\section*{Question 1. The one-particle density matrix of a CISD state}

\textbf{Conventions.} Spin orbitals are real and orthonormal; $i,j,k$ are occupied and $a,b,c$ empty in the reference $|0\rangle$. The state has unit norm and real coefficients, antisymmetric in $ij$ and in $ab$:
\begin{equation}
|\Psi\rangle=c_0|0\rangle+\sum_{ia}c_i^a\,a_a^\dagger a_i|0\rangle+\frac14\sum_{ijab}c_{ij}^{ab}\,a_a^\dagger a_b^\dagger a_ja_i|0\rangle ,\qquad \gamma_{pq}=\langle\Psi|a_p^\dagger a_q|\Psi\rangle .
\end{equation}
The weights $W_S=\sum (c_i^a)^2$ and $W_D=\frac14\sum (c_{ij}^{ab})^2$ obey $c_0^2+W_S+W_D=1$.

\textbf{Solution.} The virtual block is the overlap $\langle a_a\Psi|a_b\Psi\rangle$, and the occupied block is $\delta_{ij}-\langle a_j^\dagger\Psi|a_i^\dagger\Psi\rangle$ by anticommutation. Moving the operator through each string gives
\begin{align}
a_b|\Psi\rangle&=\sum_i c_i^b\,a_i|0\rangle+\sum_{i<j,\,c}c_{ij}^{bc}\,a_c^\dagger a_ja_i|0\rangle ,\\
a_i^\dagger|\Psi\rangle&=-\sum_a c_i^a\,a_a^\dagger|0\rangle-\sum_{k,\,a<b}c_{ik}^{ab}\,a_a^\dagger a_b^\dagger a_k|0\rangle .
\end{align}
The states on the right are orthonormal, and a sum over ordered pairs is half the free sum. In the mixed block $a_a^\dagger a_i$ lifts the reference to a single, and a single to a double through $a_a^\dagger a_i\,a_b^\dagger a_j=a_a^\dagger a_b^\dagger a_ja_i$. Hence
\begin{align}
\gamma_{ij}&=\delta_{ij}-\sum_a c_i^ac_j^a-\frac12\sum_{kab}c_{ik}^{ab}c_{jk}^{ab},\\
\gamma_{ab}&=\sum_i c_i^ac_i^b+\frac12\sum_{ijc}c_{ij}^{ac}c_{ij}^{bc},\label{gab}\\
\gamma_{ia}&=\gamma_{ai}=c_0c_i^a+\sum_{jb}c_j^b\,c_{ij}^{ab}.
\end{align}
The trace of the virtual block is
\begin{equation}
\sum_a\gamma_{aa}=W_S+2W_D=2-2c_0^2-W_S\le 2 .\label{bound}
\end{equation}
CISD promotes at most two electrons in the whole system, whatever its size. CI truncated at excitation level $L$ promotes at most $L$.

\section*{Question 2. Exact occupation for $N$ separated H$_2$ molecules}

\textbf{Model.} Hydrogen, a carrier and annealing gas of chip making, is described in a minimal basis with one $\sigma_g$ and one $\sigma_u$ orbital per molecule. At infinite separation $H=\sum_A h_A$. Each $h_A$ conserves the electron number, spin and parity of its molecule, so it couples $\sigma_g^2$ only to $\sigma_u^2$. Relative to the Hartree--Fock energy,
\begin{equation}
h=\begin{pmatrix}0&K\\K&2\Delta\end{pmatrix},\qquad 2\Delta=2\varepsilon+J_{gg}+J_{uu}-4J_{gu}+2K ,
\end{equation}
with $K$ the $gu$ exchange integral, $J$ the Coulomb integrals and $\varepsilon=\varepsilon_u-\varepsilon_g$. Typical STO-3G inputs at a typical bond length of 0.74~\AA\ are $\Delta=21.46$~eV, $K=4.93$~eV and $\varepsilon=33.97$~eV, so that the $J$ and $K$ terms add up to $2(\Delta-\varepsilon)=-25.02$~eV. Define $g=K/2\Delta=0.11486$, $r=4g^2=0.052776$ and $s_N=\sqrt{1+Nr}$. The target is $\nu$, the number of $\sigma_u$ electrons per molecule.

\textbf{Solution.} Adding $\mu$ times the $\sigma_u$ number operator shifts $\Delta$ and $\varepsilon$ by $\mu$. The Hellmann--Feynman theorem then gives $N\nu=\partial E/\partial\Delta$ for any CI state. Full CI is the product of $N$ molecular ground states, $E=N(\Delta-\sqrt{\Delta^2+K^2})$, and
\begin{equation}
\nu_{\rm ex}=1-\frac1{s_1}=\frac{r}{s_1(s_1+1)} .
\end{equation}
With $s_1=1.02605$ and $s_1(s_1+1)=2.07882$ the model has $\nu_{\rm ex}=0.025387$ and a correlation energy of $-0.559$~eV per molecule, both independent of $N$. These are the model's numbers: for H$_2$ in a large basis, typical values are about 0.035 electrons outside the first natural orbital and about $-1.1$~eV, so the minimal basis falls short by a quarter to a third in occupation and by about half in energy. Below, error means the relative departure $\delta=\nu/\nu_{\rm ex}-1$ from full CI in the model.

\section*{Question 3. Error of each method}

\textbf{(a) CISD.} Singles, charge transfers and products of singles on two molecules do not couple to the reference or to the local doubles, so $W_S=0$, $\gamma_{ia}=0$ and $\gamma$ is diagonal in the local orbitals. Each molecule has one double with coefficient $d$. Equation (\ref{gab}) gives $\frac12(d^2+d^2)=d^2$ for each $\sigma_u$ spin orbital, so $\nu=2d^2=2W_D/N$. The reference couples to the normalised symmetric sum of the $N$ doubles by $\sqrt N K$, and the $2\times2$ problem yields
\begin{equation}
E=\Delta(1-s_N),\qquad \nu_{\rm SD}=\frac1N\Big(1-\frac1{s_N}\Big)=\frac{r}{s_N(s_N+1)},\qquad \delta_{\rm SD}=\frac{s_1(s_1+1)}{s_N(s_N+1)}-1 .\label{sd}
\end{equation}
For $N\to\infty$, $W_D\to\frac12$ and the total $N\nu_{\rm SD}\to1$, half the bound (\ref{bound}), so $\nu_{\rm SD}$ finally falls as $1/N$. The exact total $N\nu_{\rm ex}$ exceeds 1 from $N=40$ on and exceeds 2 from $N=79$ on. At $N=50$ the totals are 0.476 (CISD) and 1.269 (exact).

\textbf{(b) Higher truncation, $L=2m$.} At most $m$ molecules are excited. Let $|k\rangle$ be the normalised symmetric sum of the $\binom Nk$ states with $k$ excited molecules. There are $\binom Nk(N-k)$ coupled pairs between levels $k$ and $k+1$, so
\begin{equation}
H_{kk}=2\Delta k,\qquad H_{k,k+1}=\frac{K\binom Nk(N-k)}{\sqrt{\binom Nk\binom N{k+1}}}=K\sqrt{(k+1)(N-k)} ,\label{tri}
\end{equation}
and $\nu=2\langle k\rangle/N$. The exact vector is $c_k=\binom Nk^{1/2}t^k$ with $t=(\Delta-\sqrt{\Delta^2+K^2})/K$. If $d_k$ is the truncated eigenvector with energy $E_m$, evaluating $\langle d|H|c\rangle$ to the left and to the right gives the identity
\begin{equation}
E_m-E=-\,\frac{d_m\,H_{m,m+1}\,c_{m+1}}{\sum_{k\le m}d_kc_k} .
\end{equation}
To lowest order in $g$ at fixed $N$, with $d_0=1$, both vectors are $\binom Nk^{1/2}(-g)^k$ and the denominator is 1, so $E_m-E\simeq2\Delta(m+1)\binom N{m+1}g^{2m+2}\propto\Delta^{-(2m+1)}$. Differentiating with respect to $\Delta$ and dividing by $N\nu_{\rm ex}\simeq2Ng^2$,
\begin{equation}
\delta_m\simeq-(2m+1)\binom{N-1}{m}g^{2m} .\label{lead}
\end{equation}
The error vanishes for $m\ge N$. Equation (\ref{lead}) gives $-3.96\,\%$ for CISD at $N=2$ against $-3.62\,\%$ from (\ref{sd}), and $-0.52\,\%$ for CISDTQ ($m=2$) at $N=5$ against $-0.44\,\%$ from the $3\times3$ matrix; it overstates the size, so the table uses the full diagonalisation. For $N\to\infty$ the CISDTQ matrix is dominated by off-diagonal elements in the ratio $1:\sqrt2$, with lowest eigenvector $(1,-\sqrt3,\sqrt2)/\sqrt6$ and total occupation $7/3$. Every fixed $m$ saturates, and reaching the exact total needs $m>N\nu_{\rm ex}/2=0.0127\,N$.

\textbf{(c) First alternative: the MP2 density.} Putting the first-order amplitudes into the doubles terms of Question 1 gives the second-order density without orbital response; the occupied--virtual response vanishes here by parity. The amplitude is $-K/2\varepsilon$ on every molecule, and
\begin{equation}
\nu_{\rm MP2}=\frac{K^2}{2\varepsilon^2}=0.010531,\qquad \delta_{\rm MP2}=-58.5\,\% \quad\text{for all }N,
\end{equation}
which is also $\partial/\partial\varepsilon$ of the second-order energy $-K^2/2\varepsilon$. The deficit comes from the denominator: to lowest order in $r$ the ratio $\nu_{\rm MP2}/\nu_{\rm ex}$ is $(\Delta/\varepsilon)^2=0.399$.

\textbf{(d) Second alternative: CCD with $\Lambda$ equations.} With $T=t\sum_A\tau_A$, where $\tau_A$ excites molecule $A$ and $\tau_A^2=0$, $e^T|0\rangle$ is a product, and the projection of $e^{-T}He^T|0\rangle$ on the double of $A$ involves $h_A$ alone. The Lagrangian per molecule is
\begin{equation}
\mathcal L=Kt+\lambda\,(K+2\Delta t-Kt^2).
\end{equation}
Stationarity in $\lambda$ returns the $t$ of part (b), $t=-0.1134$; stationarity in $t$ gives $\lambda=-K/[2(\Delta-Kt)]=-0.1119$, where $\Delta-Kt=\Delta s_1$. The response density has one $\lambda$ and one $t$ in place of the two coefficients in (\ref{gab}), and
\begin{equation}
\nu_{\rm CCD}=\frac{\partial\mathcal L}{\partial\Delta}=2\lambda t=1-\frac1{s_1}=\nu_{\rm ex}.
\end{equation}
CCD is exact here because each fragment holds two electrons and singles vanish by symmetry.

\begin{center}
\begin{tabular}{r|cc|cc}
$N$&$\nu_{\rm SD}$&$\delta_{\rm SD}$ (\%)&$\nu_{\rm SDTQ}$&$\delta_{\rm SDTQ}$ (\%)\\\hline
2&0.0245&$-3.6$&0.0254&exact\\
5&0.0221&$-13.0$&0.0253&$-0.44$\\
10&0.0191&$-24.8$&0.0248&$-2.3$\\
20&0.0151&$-40.4$&0.0233&$-8.3$\\
50&0.0095&$-62.5$&0.0183&$-28.1$
\end{tabular}
\end{center}
CISD and MP2 cross where $s_N(s_N+1)=r/\nu_{\rm MP2}=2\varepsilon^2/\Delta^2=5.011$, that is $s_N=1.794$ and $N=42.0$. Beyond about 42 molecules the MP2 occupation is the closer one.

\section*{Question 4. Work and memory}

\textbf{Counting rules.} The algorithm is blind to the separation: orbitals are canonical and delocalised, and tensors are dense. The occupations above still hold, since all four methods are invariant to rotations among the degenerate $\sigma_g$ and among the degenerate $\sigma_u$ orbitals. An algorithm that recognised the fragments would solve one $2\times2$ problem. There are $n=2N$ occupied and $n$ virtual spin orbitals, and also $n$ spatial basis functions. Work is counted in multiply--adds with antisymmetric pairs packed, $P=\binom n2$, and without use of spin or spatial symmetry, which would lower every count. Each iterative solver is assumed to need $I=10$ iterations. The Hartree--Fock step is common to all methods and omitted.

\textbf{(a) Integrals.} The full four-index transformation takes four steps of $n^5$. MP2 needs only $(ia|jb)$; each step replaces one index range $n$ by $n/2$, so the work is $(\frac12+\frac14+\frac18+\frac1{16})n^5=\frac{15}{16}n^5$.

\textbf{(b) Density.} The doubles term of $\gamma_{ab}$ runs over $i<j$ and $a,b,c$, costing $Pn^3$, and that of $\gamma_{ij}$ costs the same. Therefore $W_{\rm MP2}=\frac{15}{16}n^5+2Pn^3$.

\textbf{(c) CI.} One iteration applies $H$ to the vector. A normal-ordered two-electron term removes two electrons, $p$ of them from virtual orbitals, and adds two, $q$ of them to virtual orbitals. The index pairs number $w_p$ and $w_q$, with $w_0=w_2=P$ and $w_1=n^2$. With $\ell$ spectator particles the source level is $\ell+p$, the target level is $\ell+q$, and $\ell+p+q-2$ holes are spectators. Both levels must be at most $L$:
\begin{equation}
M_L=\sum_{p,q=0}^{2}w_pw_q\sum_{\ell=0}^{L-\max(p,q)}\binom n\ell\binom n{\ell+p+q-2},\qquad D_L=\sum_{k=0}^L\binom nk^2 ,
\end{equation}
where $D_L$ is the vector length and binomials with negative lower index vanish. With $C_3=\binom n3$ and $C_4=\binom n4$,
\begin{align}
M_2&=2P^3+n^6+4Pn^3+n^4+2P^2\to\tfrac54n^6,\\
M_4&=2P^2(P+nC_3+PC_4)+n^4(1+n^2+P^2+C_3^2)\nonumber\\
&\quad+4Pn^2(n+nP+PC_3)+2P^2(1+n^2+P^2)\to\tfrac{11}{288}n^{10}.
\end{align}
In $M_2$ the two $P^3$ terms are the particle and hole ladders, $n^6$ is the ring term, and $4Pn^3$ couples singles and doubles. The terms $p=q$ at the top level give the general leading count $\frac12(3L^2-L)\,n^{2L+2}/(L!)^2$, and $D_L\to n^{2L}/(L!)^2$. Each step $m\to m+1$ thus costs four powers of $n$ in work and memory, and by (\ref{lead}) multiplies the error by $\frac{2m+3}{2m+1}\,\frac{N-1-m}{m+1}\,g^2$. Since $m$ must grow with $N$, truncated CI at fixed accuracy is not polynomial in $N$. Full CI has $\binom{2n}{n}$ determinants in this count, $1.4\times10^{11}$ at $N=10$. The totals are
\begin{equation}
W_{\rm SD}=4n^5+IM_2+2Pn^3,\qquad W_{\rm SDTQ}=4n^5+IM_4 .
\end{equation}
The CISDTQ density is left out: it needs about $8n$ one-electron replacements per quadruple against $22n^2$ two-electron ones in each iteration.

\textbf{(d) CCD with $\Lambda$.} An amplitude iteration has the two ladders and the ring, plus the dressing of the hole-ladder integrals with $t$ ($P^3$), the dressing of the ring integrals ($n^6$), and two one-body intermediates built and applied ($4Pn^3$): $3P^3+2n^6+4Pn^3\to\frac{19}8n^6$. A $\Lambda$ iteration is the derivative of the Lagrangian with respect to $t$. It has the particle ladder ($P^3$), the $t$-dependent part of that ladder, done as $\lambda t$ followed by contraction with integrals ($2P^3$), the hole ladder ($P^3$) and ring ($n^6$) with fixed intermediates, two fixed one-body terms ($2Pn^3$) and two $\lambda t$ one-body terms built and applied ($4Pn^3$): $4P^3+n^6+6Pn^3\to\frac32n^6$. The fixed intermediates cost $P^3+n^6+2Pn^3$ once and the density $2Pn^3$. For $I=10$,
\begin{equation}
W_{\rm CCD}=4n^5+71P^3+31n^6+104Pn^3,\qquad W_{\rm CCD}/W_{\rm SD}\to3.19 .
\end{equation}
In a basis with far more virtual than occupied orbitals the particle ladder dominates; it occurs once per iteration in CISD, $T$ and $\Lambda$, and the ratio tends to 2.

\textbf{(e) Memory} is measured by the number of unknowns: $P^2$ (MP2), $D_2$, $2P^2$ ($t$ and $\lambda$) and $D_4$. Solvers hold a few copies, and the $n^4/8$ distinct spatial integrals are of the same order as $P^2\simeq n^4/4$, so the three doubles methods all need $O(n^4)$ and CISDTQ needs $O(n^8)$.

\begin{center}
\begin{tabular}{r|cccc|c}
\multicolumn{6}{c}{Work (multiply--adds)}\\
$N$&MP2&CISD&CCD+$\Lambda$&CISDTQ&CCD/CISD\\\hline
2&$1.7\times10^{3}$&$6.9\times10^{4}$&$1.9\times10^{5}$&$4.4\times10^{5}$&2.7\\
5&$1.8\times10^{5}$&$1.4\times10^{7}$&$4.3\times10^{7}$&$3.2\times10^{9}$&3.0\\
10&$6.0\times10^{6}$&$8.6\times10^{8}$&$2.6\times10^{9}$&$3.5\times10^{12}$&3.1\\
20&$2.0\times10^{8}$&$5.3\times10^{10}$&$1.7\times10^{11}$&$3.8\times10^{15}$&3.1\\
50&$1.9\times10^{10}$&$1.3\times10^{13}$&$4.0\times10^{13}$&$3.7\times10^{19}$&3.2
\end{tabular}
\end{center}
\begin{center}
\begin{tabular}{r|cccc}
\multicolumn{5}{c}{Unknowns}\\
$N$&MP2&CISD&CCD+$\Lambda$&CISDTQ\\\hline
2&36&53&72&70\\
5&2025&2126&4050&60626\\
10&$3.6\times10^{4}$&$3.7\times10^{4}$&$7.2\times10^{4}$&$2.5\times10^{7}$\\
20&$6.1\times10^{5}$&$6.1\times10^{5}$&$1.2\times10^{6}$&$8.5\times10^{9}$\\
50&$2.5\times10^{7}$&$2.5\times10^{7}$&$4.9\times10^{7}$&$1.5\times10^{13}$
\end{tabular}
\end{center}

\section*{Question 5. The choice}

\textbf{(a) Cheapest method for $|\delta|\le\eta$.} The order of cost is MP2, CISD, CCD+$\Lambda$, CISDTQ at every tabulated $N$; the narrowest steps occur at $N=2$, where the successive ratios are 40, 2.7 and 2.4. The answer is the first method in this order that meets $\eta$. By (\ref{sd}), CISD qualifies up to $N_\eta=(s^2-1)/r$ with $s(s+1)=s_1(s_1+1)/(1-\eta)$.
\begin{center}
\begin{tabular}{c|c|l}
$\eta$&$N_\eta$&cheapest choice\\\hline
60\,\%&--&MP2 for all $N$\\
30\,\%&12.80&CISD for $N\le12$, CCD+$\Lambda$ beyond\\
15\,\%&5.76&CISD for $N\le5$, CCD+$\Lambda$ beyond\\
5\,\%&2.40&CISD for $N\le2$, CCD+$\Lambda$ beyond\\
1\,\%&1.27&CISD for $N=1$, CCD+$\Lambda$ beyond
\end{tabular}
\end{center}
CISDTQ is never the cheapest in this model: at $N=5$ it costs 76 times as much as CCD+$\Lambda$ and keeps an error of $-0.44\,\%$.

\textbf{(b) Best method inside a work budget $B$.} Among the methods with $W\le B$ the one of smallest $|\delta|$ is chosen; the entry in brackets is $\delta$ in per cent.
\begin{center}
\begin{tabular}{c|ccccc}
$B$&$N=2$&5&10&20&50\\\hline
$10^{8}$&CCD&CCD&MP2 ($-58.5$)&none&none\\
$1.5\times10^{9}$&CCD&CCD&CISD ($-24.8$)&MP2 ($-58.5$)&none\\
$10^{11}$&CCD&CCD&CCD&CISD ($-40.4$)&MP2 ($-58.5$)\\
$2\times10^{13}$&CCD&CCD&CCD&CCD&MP2 ($-58.5$)
\end{tabular}
\end{center}
Every CCD entry includes $\Lambda$ and is exact in the model. In the last cell CISD is affordable, but it costs $6.6\times10^{2}$ times as much as MP2 and lies further from the exact value, $-62.5\,\%$ against $-58.5\,\%$. CISD wins only for $N\le42$ and only in the budget window between $W_{\rm SD}$ and $W_{\rm CCD}$, about a factor of 3 wide. Both edges of that window scale almost in proportion to the assumed $I$: doubling $I$ would turn the two CISD entries into MP2 entries.

\textbf{(c) Memory budget of $10^8$ unknowns.} The three doubles methods fit through $N=50$. CISDTQ fits up to $N=11$, where $D_4=5.6\times10^7$, and not at $N=12$, where $D_4=1.2\times10^8$.

\textbf{(d) If the density must be an expectation value.} A CI density comes from a normalised state, so its eigenvalues lie between 0 and 1; the MP2 and CCD response densities carry no such guarantee. Within CI, the accuracy table and $N_\eta$ decide: $\eta=5\,\%$ is met by CISD for $N\le2$ and by CISDTQ at $N=5$ and 10 but not at 20. The price relative to CISD is a factor 226 at $N=5$ and $4.1\times10^3$ at $N=10$, tending to $\frac{11}{360}n^4$.

\textbf{(e) Range of the conclusions.} The decay of $\nu_{\rm SD}$ with $N$ is forced by the bound (\ref{bound}) and holds for any set of separated correlated fragments. The zero error of CCD belongs to two-electron fragments without singles, and the size of the MP2 error belongs to the ratio $\Delta/\varepsilon$ of this minimal-basis model. For larger fragments or another basis both must be recomputed, and the crossings at $N_\eta$ and at $N\approx42$ move with them.